## Choosing the level of theory for compressed SnO₂

Whoever computes tin dioxide for a coating, a sensor or a resonance experiment must decide where to spend effort: on treating every electron, or on getting the volume and the functional right. Three treatments of the electrons near the nuclei are compared here, all with the same PBE functional. LAPW includes all electrons and serves as the reference for pressure. All-electron PAW uses atomic datasets made for this crystal, while frozen-core PAW takes ready-made ones whose inner shells stay as they were in the atom.

SnO₂ (P4₂/mnm), measured cell (COD) scaled at fixed shape, in Ansatz 0.2.0 with PBE, scalar-relativistic, without spin, 4×4×6 k points, Fermi-Dirac smearing 0.03 eV. LAPW aims at a basis error of 1 meV/atom; all-electron PAW uses datasets made for the crystal (420–460 eV), PAW the default frozen-core ones (420 eV). Pressure is positive in compression; Vzz is the largest in size among the nuclei.

```tsv
V/V(given)	volume (Å³/atom)	pressure, LAPW (GPa)	energy above the lowest row, LAPW (meV/atom)	largest Vzz, all-electron PAW (1e21 V/m^2)	largest Vzz, PAW (1e21 V/m^2)
0.9600	11.44	21.15	66.9	-9.89	-10.02
0.9800	11.68	15.66	39.6	-10.17	-10.30
1.0100	12.04	8.48	12.9	-10.57	-10.71
1.0200	12.16	6.34	7.4	-10.71	-10.85
1.0400	12.40	2.40	0.9	-10.96	-11.11
1.0600	12.63	-1.12	0.0	-11.22	-11.36
```

### The volume belongs to the functional

The LAPW pressure changes sign between the last two rows, so the PBE minimum lies between them. The last row has the lowest energy of the six, but it is already slightly stretched. The minimum comes out 5.3 % above the measured volume, which makes the computed density about 5 % too low. Put differently, PBE reports 10.7 GPa for the measured cell, taken here to be a cell at ambient pressure.

Such an excess is typical of PBE, which tends to bind solids too weakly. The calculation leaves out zero-point motion and thermal expansion, but both would normally enlarge the computed cell further and so widen the disagreement. The shape of the cell and the relative atomic positions were held during scaling, so the minimum is that of this restricted path. Near it a small difference in stress between the two axes remains, and the oxygen atoms still feel small forces, so a full relaxation would change the shape and the positions, and is expected to move the volume a little as well.

### What a better core treatment changes

A pressure error becomes a volume error through the bulk modulus $B=-V\,dP/dV$, where $P$ is the pressure and $V$ the volume. For a small pressure error $\delta P$, the equilibrium volume shifts by

$$\frac{\delta V}{V}\approx\frac{\delta P}{B}.$$

To obtain $B$, a Murnaghan curve was fitted to all six LAPW pressures. This curve lets the modulus rise linearly with pressure, because compressed atoms resist further compression more strongly. It meets the pressures within about 0.01 GPa and gives $B=183$ GPa at the minimum.

The frozen-core step can now be worked out. Near the minimum, frozen-core PAW gives a pressure about 0.019 GPa above LAPW. Dividing by 183 GPa gives 0.0001, a volume shift of 0.01 %. The volume error of PBE is some five hundred times larger, so an all-electron calculation would reproduce nearly the same wrong density.

All-electron PAW follows the LAPW pressure to about 0.001 GPa in every row. That is what theory leads one to expect: PAW rebuilds the full electron density near each nucleus, and it does so well when its datasets suit the crystal. The frozen-core difference grows on compression and reaches 0.08 GPa in the smallest cell, still only 0.4 % of the pressure there. For a pressure–volume curve, the ready-made datasets are therefore sufficient over this range.

### A setting that matters more than the frozen core

The frozen-core result owes its good pressure to a correction for the finite plane-wave basis. If a cell is stretched while its set of plane waves is kept, the resolution in space becomes coarser and the energy rises artificially. The uncorrected stress then pulls the crystal towards too small a volume. This is the Pulay stress, and near the minimum its correction amounts to 0.81 GPa.

Energies provide a check that the pressures contain this correction, since pressure is also the negative slope of energy with volume. Over the last three rows, the frozen-core energies imply a mean pressure of 2.49 GPa. Averaged over the same range by Simpson's rule, which gives the middle row four times the weight of each end row, the pressures come to 2.50 GPa with the correction and to 1.68 GPa without it. Leaving it out would shift the volume by 0.4 %, far more than the whole step from LAPW to frozen-core PAW does.

The same formula shows where to be more careful. Tin monoxide, SnO, is a layered and much softer solid, so a given pressure error would displace its volume further. In a stiff oxide such as SnO₂, a small leftover stress is forgiven more easily.

### Field gradients show the difference

The electric field gradient at a nucleus measures how unevenly the surrounding charge is arranged, and nuclear resonance experiments respond to it. Its largest principal component is called $V_{zz}$. Nearby charge counts most, because its contribution is weighted by the inverse cube of the distance. The gradient is thus a sharper test of the density near the nucleus than the pressure is.

Frozen-core PAW makes the largest $V_{zz}$ about 1.3 % too big relative to all-electron PAW, which must act as the reference because LAPW gradients are not available. Its close match to the LAPW pressures speaks for it, but does not test its gradient. The excess is the same in every row within the rounding of the printed values. Trends with volume are therefore safe at the cheaper level. Where the all-electron PAW value must be matched to 1 %, a single run at that level can supply a common scaling factor for this series.

The volume at which the gradient is computed matters more. From the first row to the last, the all-electron $V_{zz}$ grows in size by 13 %. Fixed point charges would make it fall by 9 %, since their gradient weakens as the distances grow. The rise must therefore come from a rearrangement of the electrons, most likely in the uneven oxygen 2p cloud close to the nucleus. In the row at 1.04, where site values are at hand, the largest gradient does sit on oxygen; how the cloud changes with volume has not been resolved.

A power law fitted to the six all-electron gradients turns this growth into a practical estimate. The size of $V_{zz}$ varies roughly as $V^{1.27}$, so moving from the measured volume to the PBE minimum raises it by about 7 %. That is five times the frozen-core excess. Working at the measured cell avoids this inherited volume error, although it cannot show how accurate PBE is for the gradient itself. Spin-orbit coupling is also left out at every level, which concerns mainly the gradient on the heavy tin atoms. The atoms were not relaxed at each volume, so the exponent describes uniform scaling rather than a real compression experiment.

### The band gap needs another functional

For the band gap the core treatment hardly matters: frozen-core PAW lies only 3 to 4 meV below LAPW. The volume matters a great deal. The LAPW gap falls from about 1.26 eV at the measured volume to 0.67 eV at the PBE minimum. In the usual picture, the lowest empty state is largely tin 5s, pushed up by its overlap with oxygen, and it sinks as the atoms move apart.

Neither volume gives a useful absolute gap, since the measured one is roughly 3.6 eV, a recalled value. PBE is known to place empty states too close to filled ones, and all three treatments share that fault. A designer of transparent conductors should therefore keep the measured cell and move to a hybrid functional or a many-body method. More exact cores would leave the gap almost where it is.

### Cost and choice

Cost can be judged here only from the size of the problem. LAPW carries 48 occupied bands per cell and PAW 26, because LAPW also treats deeper shells as bands. For a basis of equal size, keeping the bands orthogonal to one another takes work that grows roughly as the square of their number, which would make that part about three times as heavy in LAPW. The extra functions that LAPW uses inside the atomic spheres add to its cost. All-electron PAW has the same number of bands as frozen-core PAW and at most 15 % more plane waves, but its datasets must first be made for the crystal.

For pressures and compression curves, frozen-core PAW with the Pulay correction is the sensible choice. All-electron PAW is worth its extra preparation when a shift of about 1 % in the PBE field gradient matters, and LAPW is best kept for checking a new dataset. The analysis output below gives the steps between the levels row by row.

One question bears directly on that choice: does the 1.3 % excess in the gradient come from freezing the inner shells, or from other features of the ready-made datasets, including a plane-wave basis that is not yet complete for them? In the last row both PAW calculations use the same cutoff and the excess remains, but the default datasets still need a far larger Pulay correction there. Repeating one frozen-core row at a clearly higher cutoff would be the first test. If the excess shrank, a larger basis could replace part of the all-electron effort; if it stayed, the datasets themselves would be the place to look.

Output of the analysis:

```
fit of PL on 6 rows: constant -39.97 +/- 0.022, coefficient of v**(-s) 50.72 +/- 0.022, s 4.575; rms 0.00573, worst 0.98 -0.00908, leave-one-out rms 0.0194
fit of log(abs(Vzz_allelectronPAW)) on 6 rows: constant 2.345 +/- 0.00049, coefficient of log(v) 1.272 +/- 0.014; rms 0.000932, worst 1.02 -0.00134, leave-one-out rms 0.00164
steps between levels:
   row  all-electron PAW less LAPW pressure (MPa)  frozen-core PAW less LAPW pressure (MPa)  frozen-core PAW less LAPW gap (meV)  frozen-core excess of Vzz (%)
  0.96                                      -0.42                                     83.69                                -3.61                          1.314
  0.98                                      -1.14                                     75.88                               -3.434                          1.278
  1.01                                     -0.361                                     37.95                               -3.713                          1.325
  1.02                                     -0.844                                      28.9                               -3.157                          1.307
  1.04                                     -1.286                                     20.22                                -3.36                          1.369
  1.06                                      0.363                                     18.06                                 -2.8                          1.248
LAPW pressure at the measured volume, from the curve (GPa): 10.74
PBE minimum above the measured volume (%): 5.34
bulk modulus at the minimum, from the curve (GPa): 182.9
volume shift by frozen-core PAW against LAPW (%): 0.01026
Pulay correction of frozen-core PAW near the minimum (GPa): 0.8089
volume error if that correction were left out (%): 0.4423
mean pressure from frozen-core energies, 1.02 to 1.06 (GPa): 2.493
Simpson mean of printed frozen-core pressures, 1.02 to 1.06 (GPa): 2.496
the same mean with the Pulay correction taken off (GPa): 1.684
growth of all-electron Vzz in size, first to last row (%): 13.45
change expected for fixed point charges, first to last row (%): -9.434
growth of Vzz in size from measured volume to PBE minimum (%): 6.841
mean frozen-core excess of Vzz (%): 1.307
volume change that alters Vzz as much as that excess (%): 1.027
LAPW gap at the measured volume, interpolated (eV): 1.259
LAPW gap at the PBE minimum, interpolated (eV): 0.671
occupied bands, LAPW over PAW (ratio): 1.846
plane waves, crystal datasets over default files, largest ratio: 1.146
```
